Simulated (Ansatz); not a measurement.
A series in volume scale on V

Plane-wave DFT, scalar-relativistic PAW made under PBE with cores redone for the functional, no dispersion; the given relaxed cell is scaled uniformly, energy at zero smearing counts from the unscaled cell, pressure at the given Fermi-Dirac smearing is positive in compression. The results are calculated, by Ansatz 0.2.0.

The cell before it is scaled or strained (space group P6_3/mmc, No. 194):
```
V
1.0
      2.6230     0.0000     0.0000
     -1.3115     2.2716     0.0000
      0.0000     0.0000     9.1843
V
4
Direct
  1.00000 0.00000 0.00000
  1.00000 1.00000 0.50000
  0.33333 0.66667 0.25000
  0.66667 0.33333 0.75000
```

Settings of every row: spin polarised no; functional r2SCAN; wave cutoff 500 eV; smearing width 0.1 eV; k mesh 15x15x4.

Atom starting moment: 0 on all atoms.

Limits: the cell comes from a prototype or a list of computed structures and needn't be the stable phase.

```
row  volume scale  V (Å³/atom)  pressure (GPa)  energy change per atom (meV)
  1          0.88       12.039               ?                             ?
  2          0.92       12.586           17.98                         55.47
  3          0.96       13.134            8.14                          12.4
  4          1.04       14.228           -6.71                         12.96
  5          1.08       14.775          -12.25                         46.84
  6          1.12       15.323          -16.81                         97.94
```

Question: what pressure and energy change per atom should row 1 give?

Worked fit of pressure. Take u = (V_r/V)^(2/3) − 1 with V_r = 14.228 Å³ an atom, which is twice the finite (Eulerian) strain; such expansions in the strain, on which the Birch-Murnaghan equation of state is built, carry the rest volume and the bulk modulus. The shown rows have u = 0.08519, 0.05479, 0, -0.02484, -0.04823. Least squares give pressure = −6.715 + 238.287 × u + 604.5 × u² GPa; a straight line predicts inner rows, each left out in turn, worse (root mean square 1.2 against 0.02 GPa). The rows lie off it by 0.01, -0.02, 0.00, 0.01, -0.01. The pressure vanishes at u = 0.0264, or V = 13.68 Å³ an atom, and there the bulk modulus at fixed shape and fractions is B = −V dP/dV = (2/3)(1 + u) dP/du = 185 GPa. Letting shape and atoms relax would as a rule lower it, by much in layered, chain or molecular crystals. The withheld row has u = 0.11781, so the fit gives −6.715 + 238.287 × (0.11781) + 604.5 × (0.11781)² = 29.75 GPa.

The calculation gave 29.87 GPa. The fit lies 0.12 GPa (0.26 % of the column's range) below it; its largest miss of a shown row is 0.02 GPa. This row lies beyond the range of the fit.

Worked fit of energy change per atom. Take u = (V_r/V)^(2/3) − 1 with V_r = 14.228 Å³ an atom, which is twice the finite (Eulerian) strain; such expansions in the strain, on which the Birch-Murnaghan equation of state is built, carry the rest volume and the bulk modulus. The shown rows have u = 0.08519, 0.05479, 0, -0.02484, -0.04823. Least squares give energy change per atom = 13.059 − 942.362 × u + 16918.86 × u² meV; a straight line predicts inner rows, each left out in turn, worse (root mean square 33 against 0.24 meV). The rows lie off it by -0.10, 0.18, -0.10, -0.07, 0.08 (root mean square 0.11 meV). Its lowest point lies at u = 0.0278, or V = 13.65 Å³ an atom, and the curvature there gives the bulk modulus at fixed shape and fractions, B = (4/9)(1 + u)² E″(u)/V = 186 GPa. Letting shape and atoms relax would as a rule lower it, by much in layered, chain or molecular crystals. The withheld row has u = 0.11781, so the fit gives 13.059 − 942.362 × (0.11781) + 16918.86 × (0.11781)² = 136.86 meV.

The calculation gave 135.64 meV. The fit lies 1.22 meV (0.99 % of the column's range) above it; its largest miss of a shown row is 0.18 meV. This row lies beyond the range of the fit.
